The row that looks wrong is LDA-PZ. Its bulk modulus slope, the rate at which the crystal stiffens as pressure rises, is 4.20, while the other three LDA rows have 4.29 or 4.30. Yet all four use the same potentials and the same kind of approximation. They differ only in the formula for the energy of a uniform electron gas.

ABINIT 10.8.3, plane-wave DFT with PAW datasets for PbS (Fm-3m, given cell 26.09 Å³/atom), without spin polarisation or spin-orbit coupling. The plane-wave cutoff is 544 eV (1088 eV for the fine grid), the k mesh 8×8×8 and the Fermi-Dirac smearing 0.05 eV. Equilibrium volumes, bulk moduli and slopes come from fits to energies at seven scaled volumes.

```csv
functional,potentials,equilibrium volume (Å³/atom),equilibrium volume change (% of the given cell),bulk modulus (GPa),bulk modulus slope
LDA,JTH PAW LDA v2.0 sp,25.040,-4.010,66.30,4.300
PBE,JTH PAW PBE v2.0 sp,27.126,3.990,54.50,4.350
LDA-PZ,JTH PAW LDA v2.0 sp,25.050,-3.970,66.20,4.200
LDA-Teter,JTH PAW LDA v2.0 sp,25.067,-3.910,66.10,4.290
LDA-VWN,JTH PAW LDA v2.0 sp,25.022,-4.080,66.50,4.300
WC,JTH PAW PBE v2.0 sp,25.809,-1.060,62.20,4.260
```

This oddity is a false alarm, while the real failure sits in the volumes and looks quite orderly. Going from LDA to PBE changes the volume of PbS by about 8 % of the given cell. Exchanging one LDA formula for another changes it by less than 0.2 %. The pressure at a fixed volume tells the two kinds of discrepancy apart, because it shows what a functional does to the crystal before any curve is drawn through the energies.

## The false alarm

The slope in the table comes from an equation of state fitted to energies at seven volumes. The equilibrium volume depends on where the first derivative of that curve vanishes, the bulk modulus on the second derivative, and the slope on the third. Each derivative magnifies small unevenness in the energies. A slope can therefore go astray while the volume and the bulk modulus still look sound.

The energies of LDA-PZ are indeed uneven. Measured against those of plain LDA, they fall by 56, 91 and 19 µeV per atom over three successive equal steps in volume. The pressures of the same two rows differ smoothly, and call for three steps that shrink gently.

A likely source is the Perdew-Zunger formula behind LDA-PZ. It consists of two pieces, one for high and one for low density, and their rounded constants do not quite meet at the joint. When expansion carries part of the crystal across that density, the energy takes a tiny step that the pressure does not register. This origin is not tested here, but it would explain why the other LDA rows, with the same settings, are smoother.

The pressures also give a slope of their own. The change of pressure between neighbouring volumes yields the stiffness near the compressed end and near the stretched end of the range. The difference between these two stiffnesses, divided by the difference in pressure, is a mean slope. It comes to 4.49 for LDA-PZ and 4.50 for LDA, so the outlier has vanished. This mean over a wide range need not equal the slope at the minimum, and serves only to compare the LDA rows with one another.

## The real failure

Now hold the crystal at the given cell, with 26.09 Å³ per atom, and ask each functional for the pressure. A positive value means that the crystal pushes outwards and would expand if released. LDA gives −2.5 GPa, WC −0.7 GPa and PBE +2.3 GPa. LDA thus wants a smaller crystal and PBE a larger one, which a single calculation at a known cell already reveals.

The pressure also tells how far the volume will move. The bulk modulus B is the resistance to a relative change of volume, B = −V dP/dV, where V is the volume and P the pressure. If B stayed constant, the pressure would vanish after a relative volume change of

ΔV/V ≈ P/B.

For LDA, the pressures at 25.564 and 26.607 Å³ per atom, on either side of the given cell, are −1.352 and −3.555 GPa. They provide the stiffness at the given cell:

B ≈ 26.09 × (3.555 − 1.352)/(26.607 − 25.564) ≈ 55.1 GPa

ΔV/V ≈ −2.507/55.1 ≈ −0.046.

The estimate is a contraction of 4.6 %, against 4.0 % in the table. It goes too far because the crystal stiffens while it shrinks. For PBE the estimate is an expansion of 3.6 %, short of the computed 4.0 %, because the crystal softens while it grows. Pressures and energies come from the same calculations, so this agreement shows that they are consistent with each other, not that the functional is right.

Whether the change of volume is an error depends on the given cell as a reference. Its edge of 5.93 Å agrees with a measured edge of roughly 5.9 Å, a rounded, recalled value. LDA contracts and PBE expands the cell, which is the usual direction of their errors in solids. The calculation also leaves out thermal expansion, which by room temperature amounts to something like one per cent in volume. Against a room-temperature crystal, that would excuse part of the LDA contraction and make the PBE expansion look worse.

## Why the functionals pull in opposite directions

Two limiting cases explain the order. In a perfectly uniform electron gas the density has no gradient, LDA is right by construction, and PBE reduces to it. In separated atoms the density falls off steeply into empty space, and the gradient matters a great deal. A crystal lies between these limits, and stretching it moves it towards the atoms.

LDA treats every point as if it belonged to a uniform gas. It therefore misses exchange energy that an uneven density gains, and it misses more of it in the atoms than in the crystal. The crystal looks too favourable by comparison, and LDA pulls the atoms too close together. A better formula for the uniform gas does not help, because the fault lies in applying the uniform gas at all. The four LDA formulas describe nearly the same gas, so their volumes agree closely and are all too small by about the same amount relative to the given cell.

PBE rewards an uneven density with extra exchange energy. A given gradient counts for more where the density is thin, and expansion thins the density between the atoms. The reward therefore grows and acts as an outward push. In PbS the push overshoots the given cell. WC has the same form of correction, but its exchange reward rises more slowly at the moderate gradients that are typical of solids, and so it pushes less.

The comparison of PBE with WC supports this most cleanly, since both rows use the same potentials and differ in the exchange part. At the given cell PBE pushes outwards by 3.0 GPa more than WC. That difference is enough to separate their equilibrium volumes by 1.3 Å³ per atom. The step from LDA to PBE changes the potentials as well, so its size cannot be put down to the valence electrons alone.

WC comes closest to the given cell, 1.1 % below it. That is about as large as the rough thermal expansion, and its potentials were made for PBE, a mismatch whose effect is untested here. The row shows that a weaker gradient correction removes the whole of the PBE expansion and leaves a small contraction. It does not settle how accurate WC is to the last per cent.

## The bulk modulus hides the same failure

The bulk moduli in the table suggest that LDA makes PbS stiff and PBE makes it soft, with 66.3 and 54.5 GPa. At the given cell the order is reversed: LDA has 55 GPa and PBE 64 GPa. WC lies between the two in both comparisons. The table compares crystals of different size, and a larger crystal is softer because its atoms repel one another less steeply.

Consider the LDA crystal stretched to about the PBE volume. Its stiffness would fall from 66.3 to 46.6 GPa, well below the 54.8 GPa that PBE gives there. The larger volume thus more than accounts for the low bulk modulus of PBE, and something in the functional makes up part of the loss.

That something is the outward push itself. For atoms far apart the pressure is zero with any functional, so the extra push of PBE must die away as the crystal expands. The calculations show the beginning of this: the pressure difference between PBE and WC falls from 3.3 GPa at the smallest volume to 2.7 GPa at the largest. A push that weakens on expansion and grows on compression resists both, and so adds stiffness at any fixed volume in this range.

A bulk modulus that agrees with experiment is therefore weak evidence for a functional. It may belong to a crystal of the wrong size, where two errors offset each other.

## What it does to an infrared detector

PbS is used as the light-sensitive channel of infrared detectors, where the band gap sets the longest wavelength that can be detected. In all six rows the gap, taken between the states on the k mesh, widens as the crystal expands. The usual explanation is that the upper edge of the valence band is pushed up by the repulsion between lead 6s and sulfur 3p states, and this repulsion weakens with distance. An error in volume thus becomes an error in the gap.

At the given cell the PBE gap exceeds the LDA gap by 0.13 eV. With each crystal near its own equilibrium volume, the difference is 0.41 eV. About two thirds of the disagreement therefore enters through the volume. Spin-orbit coupling is left out. In PbS it draws the two band edges together considerably, and where the gap is already as small as in the contracted LDA crystal, it may even swap them. The differences therefore show how sensitive the band edges are to volume, but give no cut-off wavelength.

## What to do

Begin with one calculation at the measured cell and read the pressure. In PbS, with a stiffness near 60 GPa, each 0.6 GPa of leftover pressure means about 1 % in volume. Pressures at a fixed basis are slightly too low here, by 0.02 to 0.03 GPa near the minima. That hardly matters for pressures of a few GPa, but it limits what a nearly vanishing pressure can tell.

If the pressure is large, do not look for the cure in another LDA formula. Change the treatment of the gradient, or keep the measured cell when the gap is the quantity of interest. The second choice removes the error that comes through the volume and leaves the functional's own error in the gap. For a detector, spin-orbit coupling must be added as well.

Compare bulk moduli at one common volume before calling a functional stiff or soft. When a slope stands out among close relatives, as that of LDA-PZ does, compute it again from the pressures. If the oddity disappears, do not read it as a property of the crystal. Look for unevenness in the energies, which can come from loose convergence or from a formula joined out of pieces, and repeat the fit with a smoother formula or with more volumes centred on the minimum.
